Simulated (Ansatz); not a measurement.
## Ligand exchange: how K changes with temperature for C3H7Cl + BH2I ⇌ C2H4ClI + BH2(CH3)

Species: C3H7Cl (2-chloropropane) `CC(C)Cl`, singlet; BH2I `BI`, singlet; C2H4ClI `CC(Cl)I`, singlet; BH2(CH3), singlet. The partners trade CH3 for I: C–CH3 and B–I bonds give way to C–I and B–CH3.

The electronic reaction energy at CCSD(T)/def2-TZVPP is +95.9 kJ/mol. Shapes: PBE0-D4/def2-TZVP. Programs: Ansatz 0.2.0. Enthalpy and entropy come from rigid-rotor, harmonic-oscillator sums on unscaled PBE0-D4/def2-TZVP wavenumbers, ideal gases at 1 bar; R ln 2 is added for the mirror twin of the chiral shape of C2H4ClI. Symmetry numbers: C3H7Cl 1, BH2I 2, C2H4ClI 1, BH2(CH3) 1. R = 8.3145 J/(mol K).

| T (K) | ΔH (kJ/mol) | ΔS (J/(mol K)) |
| --- | --- | --- |
| 400 | +90.8 | +21.8 |
| 600 | ? | ? |
| 800 | +92.4 | +24.5 |

**Question.** Work out ln K at 400 and 800 K, and from these estimate it at 600 K.

**Answer.** 
1. 400 K: ΔG = +90.8 − 400 × (+21.8)/1000 = +82.1 kJ/mol; ln K = −ΔG/RT = -24.69.
2. 800 K: ΔG = +92.4 − 800 × (+24.5)/1000 = +72.8 kJ/mol; ln K = −ΔG/RT = -10.94.
3. Slope against 1000/T: (-10.94 − (-24.69))/(1.2500 − 2.5000) = -11.00, that is −ΔH/R with ΔH near +91 kJ/mol.
4. 600 K: ln K = -24.69 + (-11.00) × (1.6667 − 2.5000) = -15.52.

The full sums give ΔH = +91.7 kJ/mol, ΔS = +23.6 J/(mol K), ΔG = +77.5 kJ/mol and ln K = -15.54 at 600 K, so the line is off by +0.02 in ln K; without rounding the miss is +0.03, from the change of ΔH with temperature. The reactants are favoured over this whole range. An error of 10 kJ/mol in the energy moves ln K by 2.0 at 600 K. Soft modes are treated as harmonic, which can err either way at these temperatures; the lowest are those of C3H7Cl (240 cm⁻¹), C2H4ClI (193 cm⁻¹), BH2(CH3) (172 cm⁻¹). For atoms past krypton def2 sets carry core potentials with scalar relativity. Outer-core shells of I are correlated, in sets that cover them unevenly.

The exchange is strongly endothermic, so heating raises K, yet ln K is still -10.94 at 800 K. The cost lies mainly on the carbon side, where a strong C–C bond is replaced by a much weaker C–I bond, since the diffuse iodine 5p orbital overlaps poorly with carbon. Forming B–CH3 in place of B–I recovers only part of this. Iodine's lone-pair donation into the empty boron p orbital is also lost, and methyl hyperconjugation probably makes up for it only in part.

Entropy gives little help because two molecules become two molecules. A good part of the small gain comes from the lower symmetry of the boron product and the two mirror forms of C2H4ClI. The preference for the reactants is robust: an energy error of 10 kJ/mol would shift ln K at 600 K by far less than its distance from zero. This equilibrium says nothing about whether the same reactants would rather trade chlorine for iodine, a competing route that the strength of B–Cl bonds makes plausible.
